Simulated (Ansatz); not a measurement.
C: energy above lowest point against volume scale

All results are calculated (Ansatz 0.2.0). Free energy against uniform scaling of the volume at fixed shape and fractions; periodic cell, basis, potentials, k mesh and filling as listed.

The cell before it is scaled or strained (space group Fmmm, No. 69):
```
CELL_PARAMETERS angstrom
0.00000 2.12700 3.34800
1.22800 0.00000 3.34800
1.22800 2.12700 0.00000
ATOMIC_POSITIONS crystal
C 0.16667 0.83333 0.16667
C 0.83333 0.16667 0.83333
```

Settings of every row: functional LDA; dispersion none; potentials all-electron LAPW; k mesh 14x14x14; k shift 0x0x0; occupations gaussian; smearing width 0.1 eV; spin none.

Limits: a layered crystal: even scaling strains the bonds within the layers, so this curve is stiffer than the crystal under pressure; coarse k mesh, up to 40 meV an atom off.

| row | volume scale | V (Å³/atom) | energy above lowest point (meV/atom) |
| --- | --- | --- | --- |
| 1 | 0.92 | 8.045 | 38.6 |
| 2 | 0.96 | 8.395 | 4.7 |
| 3 | 1 | 8.745 | 0 |
| 4 | 1.04 | 9.095 | ? |
| 5 | 1.08 | 9.444 | 59.7 |

Question: what energy above lowest point should row 4 give?

Worked fit of energy above lowest point. Take u = (V_r/V)^(2/3) − 1 with V_r = 8.57 Å³ an atom, which is twice the finite (Eulerian) strain; such expansions in the strain, on which the Birch-Murnaghan equation of state is built, carry the rest volume and the bulk modulus. The shown rows have u = 0.04305, 0.01385, -0.01339, -0.06269. Least squares give energy above lowest point = −1.02 + 152.3 × u + 17873 × u² meV/atom; a straight line predicts inner rows, each left out in turn, worse (root mean square 32 against 0.37 meV/atom). The rows lie off it by -0.1, 0.2, -0.1, 0.0. Its lowest point lies at u = -0.0043, or V = 8.625 Å³ an atom, and the curvature there gives the bulk modulus at fixed shape and fractions, B = (4/9)(1 + u)² E″(u)/V = 293 GPa. Letting shape and atoms relax would as a rule lower it, by much in layered, chain or molecular crystals. The withheld row has u = -0.03886, so the fit gives −1.02 + 152.3 × (-0.03886) + 17873 × (-0.03886)² = 20.1 meV/atom.

The calculation gave 19.7 meV/atom. The fit lies 0.4 meV/atom (2 % of the value, 0.67 % of the column's range) above it; its largest miss of a shown row is 0.2 meV/atom.
